**Why does the addition energy of this parabolic dot jump at 10, 17 and 29 electrons, and do nothing at 8?**

I filled a spherical harmonic well one electron at a time with exchange-only LDA. With two electrons per orbital, the three-dimensional oscillator closes shells at 2, 8 and 20, and I was looking for peaks there. The addition energy instead slides down smoothly through N = 8, jumps at other places, and has an odd dip at N = 3. What sets the slide, what sets the jumps, and can I treat these as the magic numbers of the dot?

Spherical quantum dot in a harmonic well ω²r²/2, ω = 0.15 hartree*, computed with radks version 2 and Libxc (spin-polarised Kohn-Sham, exchange-only LDA); stars mark effective atomic units. Shells are m-averaged and filled by a greedy search, and levels are numbered by radial order. The chemical potential is E(N) − E(N−1) and the addition energy E(N+1) + E(N−1) − 2E(N).

| electrons | chemical potential (hartree*) | unpaired electrons | rms radius (bohr*) | highest eigenvalue (hartree*) | highest level | addition energy (hartree*) |
| --- | --- | --- | --- | --- | --- | --- |
| 1 | 0.2471 | 1 | 3.240 | 0.3545 | 1s up | n/a |
| 2 | 0.5252 | 0 | 3.725 | 0.6081 | 1s up | 0.2670 |
| 3 | 0.7922 | 1 | 4.271 | 0.8704 | 1p up | 0.1522 |
| 4 | 0.9444 | 4 | 4.695 | 1.005 | 1p up | 0.2358 |
| 5 | 1.180 | 5 | 5.056 | 1.250 | 1d up | 0.1395 |
| 6 | 1.320 | 6 | 5.340 | 1.388 | 1d up | 0.1362 |
| 7 | 1.456 | 7 | 5.581 | 1.523 | 1d up | 0.1328 |
| 8 | 1.589 | 8 | 5.794 | 1.654 | 1d up | 0.1294 |
| 9 | 1.718 | 9 | 5.988 | 1.782 | 1d up | 0.1542 |
| 10 | 1.872 | 10 | 6.174 | 1.937 | 2s up | 0.1719 |
| 11 | 2.044 | 11 | 6.370 | 2.102 | 1f up | 0.1145 |
| 12 | 2.159 | 12 | 6.550 | 2.215 | 1f up | 0.1126 |
| 13 | 2.271 | 13 | 6.716 | 2.327 | 1f up | 0.1108 |
| 14 | 2.382 | 14 | 6.870 | 2.437 | 1f up | 0.1091 |
| 15 | 2.491 | 15 | 7.016 | 2.545 | 1f up | 0.1074 |
| 16 | 2.599 | 16 | 7.155 | 2.652 | 1f up | 0.1058 |
| 17 | 2.704 | 17 | 7.287 | 2.757 | 1f up | 0.1363 |
| 18 | 2.841 | 18 | 7.417 | 2.893 | 2p up | 0.1043 |
| 19 | 2.945 | 19 | 7.542 | 2.997 | 2p up | 0.1031 |
| 20 | 3.048 | 20 | 7.663 | 3.099 | 2p up | 0.1242 |
| 21 | 3.172 | 21 | 7.786 | 3.221 | 1g up | 0.09594 |
| 22 | 3.268 | 22 | 7.904 | 3.316 | 1g up | 0.09491 |
| 23 | 3.363 | 23 | 8.017 | 3.410 | 1g up | 0.09391 |
| 24 | 3.457 | 24 | 8.126 | 3.504 | 1g up | 0.09294 |
| 25 | 3.550 | 25 | 8.232 | 3.596 | 1g up | 0.09200 |
| 26 | 3.642 | 26 | 8.334 | 3.688 | 1g up | 0.09109 |
| 27 | 3.733 | 27 | 8.433 | 3.778 | 1g up | 0.09021 |
| 28 | 3.823 | 28 | 8.530 | 3.868 | 1g up | 0.08936 |
| 29 | 3.913 | 29 | 8.624 | 3.957 | 1g up | 0.1250 |
| 30 | 4.038 | 30 | 8.718 | 4.082 | 2d up | 0.08790 |
| 31 | 4.126 | 31 | 8.810 | 4.169 | 2d up | 0.08720 |
| 32 | 4.213 | 32 | 8.900 | 4.256 | 2d up | 0.08651 |
| 33 | 4.299 | 33 | 8.987 | 4.342 | 2d up | 0.08582 |
| 34 | 4.385 | 34 | 9.073 | 4.428 | 2d up | 0.09588 |
| 35 | 4.481 | 35 | 9.159 | 4.522 | 1h up | n/a |

**Answer**

I write N for the electron number, μ(N) = E(N) − E(N−1) for the chemical potential and Δ(N) = μ(N+1) − μ(N) for the addition energy. ω is the trap frequency, and the stars mark effective atomic units. Levels are numbered by radial order, so 1p, 1d, 1f have no radial node and 2s, 2p, 2d have one. The printed output after this answer holds the row-by-row comparisons.

**Start with the spin column.** From N = 4 to N = 35 the number of unpaired electrons equals N, so every spin is parallel. A level of angular momentum l then holds 2l + 1 electrons and not twice that. The highest-level column confirms the count: five rows for 1d, one for 2s, seven for 1f, and so on through 2d. N = 8 is therefore 1s¹ 1p³ 1d⁴, a row in the middle of a level, and nothing closes there. The jump at N = 20 falls on a paired magic number by coincidence, since here it is the filling of 2p with parallel spins; 4, 10 and 20 are the oscillator closures for a single spin direction.

So the series from N = 5 upwards is one family of states, and the first four rows must be read apart from it. As the last section explains, it may not be the ground-state family of the model. For that family, Δ is a sum of two things. There is a charging cost that every added electron pays, and there is a step that is paid only when the next electron must open a new level.

**The charging cost.** Drop quantum mechanics and let the electrons be a charged fluid in the trap. At radius r the trap pulls inward with force ω²r, and the charge Q(r) inside r pushes outward with Q(r)/r². Balance at every r gives Q(r) = ω²r³, which is a ball of uniform density that the trap alone fixes. Adding electrons makes the ball larger and leaves its density unchanged.

- Radius: R³ = N/ω², with rms radius √(3/5) R.
- Trap energy: ½ω² · N · (3/5)R² = 0.3 N²/R.
- Coulomb energy of a uniform ball: 0.6 N²/R.
- Total: E = 0.9 N²/R = 0.9 ω^(2/3) N^(5/3).
- First derivative: μ ≈ 1.5 N/R. Second derivative: Δ ≈ 1/R.

The last line says that the dot charges like a sphere of capacitance R, and that Δ should fall as N^(−1/3). Nothing in this estimate is fitted to any row. For N = 28, ω² = 0.0225 gives R³ = 1244 and R = 10.76 bohr*, so 1/R = 0.093 hartree*.

The table has Δ(28) = 0.0894, which is 0.96 of 1/R. One row later the ball has hardly changed, with 1/R = 0.092, but Δ(29) is 0.1250. These two rows, the last within 1g and the one that closes it, show the two ingredients side by side.

The ball describes the smooth quantities well once N is not small. At N = 29 it gives μ = 3.951 against 3.913 in the table, 1.0 % too high, and its worst μ from N = 5 upwards is 2.6 % too high, at N = 9. The agreement for μ is better than a classical picture deserves, and theory offers a reason. The ball grows at fixed density, so the quantum terms add roughly the gas energy per electron to μ. In a fully polarised uniform gas at the ball's density its kinetic part, 0.140, and its exchange part, −0.163, nearly cancel. That is an argument about orders of size, taken from the infinite gas.

The ball's rms radius is too small in the rows compared, by 7 % of the table value at N = 5 and by 2 % at N = 35. A sharp edge is impossible for quantum particles, and the density spills past R. The spill-out matters less as the ball grows, which agrees with the shrinking error. At N = 1 there is no second electron to repel, the radius comes from zero-point motion, and the ball, 15 % too small, has no meaning there.

**Why rows within a level lie below 1/R.** In every row from N = 5 on where the next electron joins the same level, Δ·R is below one; it runs from 0.845 at N = 5 to 0.975. In every row that closes a level it is above one. Averaged over N = 11 to 34, jumps included, it is 0.995. The table thus shows a sawtooth about the classical charging energy, with the deficits of the ordinary rows paid back at the closures.

Theory explains why the two should nearly balance. The density of the ball does not change with N, so the Fermi energy of the electrons inside it stays roughly fixed. While one level fills, the dot widens and the confinement energy of that level sinks, and exchange among the parallel spins softens the repulsion; both reduce Δ below 1/R. When the level is full, the next electron starts higher up and restores the Fermi energy. Since the deficit shrinks as N grows, the within-level values fall more slowly than the ball predicts, with a logarithmic slope of −0.27 in place of −0.33.

The evenness of the fall within a level is partly built into the calculation. Each open level is averaged over m and kept spherical, so one 1g electron differs from the next only through the size of the dot. A dot free to deform could show structure inside these stretches.

**Where the steps fall.** In the bare oscillator the energy depends on 2(n − 1) + l, so 1d is degenerate with 2s, 1f with 2p, and 1g with 2d and 3s. The electrons do not see the bare parabola. Inside the uniform ball the Hartree potential is an inverted parabola that cancels the trap exactly, which leaves a flat floor with a rising wall near R. Relative to the parabola the centre has been lifted, and low-l levels with radial nodes, which have weight at the centre, lose against nodeless high-l levels, which the centrifugal term keeps outside.

The limit of this flattening is a hard-walled sphere, whose levels are ordered by the zeros of the spherical Bessel functions. That order is 1s 1p 1d 2s 1f 2p 1g 2d 1h 3s, and the table follows it through all nine levels it reaches. The sharpest test is N = 35. The oscillator would put 3s a whole ω below 1h, yet among the parallel-spin levels the electron enters 1h, as in the box, where the two zeros are close at 9.36 and 9.42. The match of orders is shown by the table, and the flat floor is the standard explanation of it.

With the order and the capacities 2l + 1, the closures are running sums: 4, 9, 10, 17, 20, 29, 34. The one that looks irregular is the pair N = 9 and 10. The 2s level holds a single electron, so two closures come in succession, with Δ = 0.1542 and then 0.1719, and N = 9 appears as a shoulder below the peak. The same counting would place the end of 1h eleven electrons after 34, provided the spins stay parallel and the nearby 3s does not cut in first.

The sizes of the steps tell the same story as the order. I take the step as the excess of Δ over the value that the nearest within-level rows imply after scaling by 1/R. At N = 29 it is 0.036 hartree*, about a quarter of ω, between two levels (1g and 2d) that the bare oscillator makes degenerate. At N = 20 it is about 0.025, between 2p and 1g, which the bare oscillator separates by the full ω of 0.15. The oscillator gaps have been largely redistributed, and the smallest step, 0.011 at N = 34, lies where the 2d and 1h zeros of the box are close.

These excesses are not pure orbital gaps. An electron entering 2d overlaps the 1g electrons differently from one more 1g electron, so the repulsion and exchange change at the closure as well. The choice of baseline moves the excess by up to 0.004, at N = 20. For N = 4 and N = 34 a within-level neighbour exists on one side only.

**The eigenvalue column.** The highest eigenvalue lies above μ in every row, by 0.107 at N = 1 and by 0.041 at N = 35. By Janak's theorem the eigenvalue is the slope of the energy with respect to occupation at the end of a step, while μ is that slope averaged over the step. If the slope rises linearly, μ(N+1) is the mean of the eigenvalues at N and N + 1, which is Slater's transition-state rule. For 28 → 29, (3.868 + 3.957)/2 reproduces the tabulated μ to the last digit. The rule holds within 0.001, the size of the table's rounding, for all steps inside a level from N = 5 on.

**The rows N = 1 to 4.** N = 1 shows the self-interaction error of the functional directly. The exact energy is 1.5ω = 0.225, and the table has 0.2471, which is 9.8 % higher because local exchange cancels only part of the electron's repulsion of itself. N = 2 is the paired 1s², and its Δ·R of 1.19 marks the one ordinary paired closure in the series.

The dip at N = 3 comes from a change of spin state. N = 3 is 1s² 1p¹ with one unpaired electron, and N = 4 has four, which with 1p on top means 1s¹ 1p³. One added electron raises the unpaired count by three, so a 1s electron has flipped and moved up to 1p. This goes beyond Hund's rule, which would align only the two 1p electrons of 1s² 1p². The transition-state rule misses μ(4) by 0.007 even though 1p is the top level in both rows, consistent with more than one occupation having changed.

Both Δ(3) = 0.1522 and Δ(4) = 0.2358 contain μ(4), so each mixes the two spin families. If the search kept the lower state at each N, then E(4) lies below the energy of 1s² 1p², and Δ(3) is smaller than a low-spin series would give. Likewise E(3) lies below that of the parallel-spin 1s¹ 1p², and Δ(4) is smaller than a purely polarised series would give. The N = 4 peak does mark the filling of 1p with parallel spins, but its height should not be set on the same footing as the later ones.

**Whether these are the magic numbers of the dot.** The table cannot establish that. From N = 5 on it holds no competing spin state, and there is reason to suspect that the fully polarised rows are not the lowest states of this model. For a uniform exchange-only gas the energy per electron is 0.3k² − 0.75k/π, with Fermi wave number k larger by 2^(1/3) when all spins are parallel. Equating the two cases shows that the polarised gas wins only when r_s, the radius of the sphere per electron, exceeds 5.45 bohr*. The ball has r_s = ω^(−2/3) = 3.54, and the tabulated radii imply 3.82 at N = 4, falling to 3.61 at N = 35.

At the ball's density the polarised gas is higher by 0.018 hartree* per electron. A few-electron dot can overturn this, since filling a level with parallel spins earns extra exchange, and that may be what happens at N = 4. For large N the bulk preference should take over, and correlation, absent here, is known to favour the paired state further. The good agreement of μ with the ball does not settle the matter, because the ball misses μ(29) by 0.038, twice the spin difference.

The filling is a greedy search, which can miss a lower configuration. A single reversed spin added to a polarised gas enters at the bottom of an empty band, whereas a parallel spin pays k²/2 − k/π, here 0.233 − 0.217. That cost changes sign at r_s = 3.80, close to where the dot sits, but the gas margin may understate the pull towards pairing in a finite dot. A lone reversed spin in 1s pays a small zero-point energy and gains the local exchange of its own density, which vanishes in the infinite gas. At a closure the parallel spin must also pay the step, 0.086 at N = 4. So 1s² 1p³ could lie below the tabulated 1s¹ 1p³ 1d¹ at N = 5, and states with reversed spins, up to the paired shells at N = 8 and N = 20, could lie below later rows. These are estimates, with no total energies behind them. The rows from N = 5 on may therefore be an excited branch, and the peaks are safely read only as the closures of the fully polarised filling. The spherical averaging adds a further doubt, since it forbids deformation and symmetry breaking, either of which could lower some rows more than others and change the peaks. Runs forced to low spin at N = 5, 8 and 20, compared in total energy with these rows, are the check to make before trusting any greedy filling.

The analysis program printed:

```
energies in hartree*, lengths in bohr*; mu and eigenvalue rounded to 0.0005 above 1
max |mu(N+1)-mu(N) - addition| = 0.0008; mu(2)-mu(1) = 0.2781
rows with unpaired < N: [2, 3] ; unpaired change 3 to 4: +3
table order: 1s 1p 1d 2s 1f 2p 1g 2d 1h
hard-wall sphere, Bessel zeros: 1s 3.14 1p 4.49 1d 5.76 2s 6.28 1f 6.99 2p 7.73 1g 8.18 2d 9.10 1h 9.36 3s 9.42
bare oscillator shell 2(n-1)+l: 1s 0 1p 1 1d 2 2s 2 1f 3 2p 3 1g 4 2d 4 1h 5 3s 4
rows per level / 2l+1: 1d 5/5 2s 1/1 1f 7/7 2p 3/3 1g 9/9 2d 5/5
uniform ball: N, mu table, mu ball, error %, rms table, rms ball, error %, r_s from rms
 1 0.2471 0.2541 +2.8  3.240 2.744 -15.3  4.18
 2 0.5252 0.5526 +5.2  3.725 3.457 -7.2  3.82
 3 0.7922 0.7789 -1.7  4.271 3.957 -7.3  3.82
 4 0.9444 0.9754 +3.3  4.695 4.355 -7.2  3.82
 5 1.1800 1.1537 -2.2  5.056 4.692 -7.2  3.82
10 1.8720 1.8993 +1.5  6.174 5.911 -4.3  3.70
20 3.0480 3.0678 +0.7  7.663 7.448 -2.8  3.64
29 3.9130 3.9510 +1.0  8.624 8.430 -2.3  3.62
35 4.4810 4.4877 +0.2  9.159 8.975 -2.0  3.61
N>=5 worst mu error +2.6 % at N=9
log slope of rms, N=11-35: 0.313 (ball 0.333)
within a level: N range, addition first and last, addition*R first and last
1d 5-8 0.1395 0.1294  0.845 0.917
1f 11-16 0.1145 0.1058  0.902 0.944
2p 18-19 0.1043 0.1031  0.968 0.975
1g 21-28 0.0959 0.0894  0.938 0.961
2d 30-33 0.0879 0.0858  0.967 0.975
log slope of within-level addition: -0.273 (ball -0.333)
mean addition*R, N=11-34: all rows 0.995, within-level rows 0.949
closures: N, step, addition, addition*R, excess over nearest within-level rows (low, high), mean/omega
 4 1p to 1d 0.2358 1.326  0.086 0.086  0.57
 9 1d to 2s 0.1542 1.136  0.030 0.032  0.21
10 2s to 1f 0.1719 1.312  0.052 0.054  0.35
17 1f to 2p 0.1363 1.241  0.030 0.033  0.21
20 2p to 1g 0.1242 1.194  0.023 0.027  0.17
29 1g to 2d 0.1250 1.360  0.036 0.037  0.24
34 2d to 1h 0.0959 1.100  0.011 0.011  0.07
low-spin rows addition*R: N=2 1.192, N=3 0.778
mean of neighbour eigenvalues - mu(N+1): within-level max 0.0010; 3 to 4 -0.0067
eigenvalue - mu: N=1 0.107 N=2 0.083 N=3 0.078 N=4 0.061 N=5 0.070 N=12 0.056 N=25 0.046 N=35 0.041
(eigenvalue - mu)/addition within a level: 0.49 to 0.51
N=1 energy 0.2471, exact 0.2250, error +0.0221 (+9.8 %); rms exact 3.162 (+2.5 %)
gas at ball r_s 3.54: polarised Fermi energy 0.233, exchange potential -0.217
energy per electron, polarised minus unpolarised: +0.018
r_s where polarised gas is lower 5.45; where it resists one minority electron 3.80
```
